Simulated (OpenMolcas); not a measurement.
## How basis sets differ on C2H2BrF3 (2-bromo-1,1,1-trifluoroethane)

C2H2BrF3 has 8 atoms, charge 0, and is taken as a singlet. As SMILES, `FC(F)(F)CBr`. Geometry: relaxed at GFN2-xTB.

Quantity: the HOMO–LUMO gap, in eV. The values are calculated.

```
                             level      kind     program  value (eV)  CPU time
                       TPSS/STO-3G  meta-GGA  OpenMolcas        6.62     4.5 s
                        TPSS/3-21G  meta-GGA  OpenMolcas        5.88       7 s
                        TPSS/6-31G  meta-GGA  OpenMolcas        5.80     9.7 s
 TPSS/6-31G* (spherical functions)  meta-GGA  OpenMolcas        5.86      20 s
TPSS/6-31G** (spherical functions)  meta-GGA  OpenMolcas        5.85      23 s
                     TPSS/6-311G**  meta-GGA  OpenMolcas        5.77      46 s
```

All-electron rows without a relativistic Hamiltonian named are non-relativistic. The values span 5.77 to 6.62 eV. Orbital gaps aren't excitation energies. CPU times are rough (shared hosts, several kinds of processor): they show what a rung costs within a factor of a few.

The gap depends strongly on the basis only at the minimal level: it falls from 6.62 eV with STO-3G to 5.88 eV with 3-21G, and all the larger sets stay close to the latter value. The HOMO is probably a bromine 4p lone pair and the LUMO largely C–Br σ* in character. A minimal basis gives the antibonding orbital no radial freedom to spread out, which leaves it too high in energy; splitting the valence shell removes most of that constraint.

The decrease isn't monotonic, since adding d functions to 6-31G raises the gap from 5.80 to 5.86 eV. This suggests that angular polarisation improves the C–Br overlap and pushes σ* up slightly. Polarising hydrogen hardly matters, as expected for frontier orbitals centred on the C–Br unit, while the triple-split valence of 6-311G** brings the gap down again. The narrow spread among the larger sets doesn't establish the basis-set limit, because none contains diffuse functions, which could lower the LUMO further.
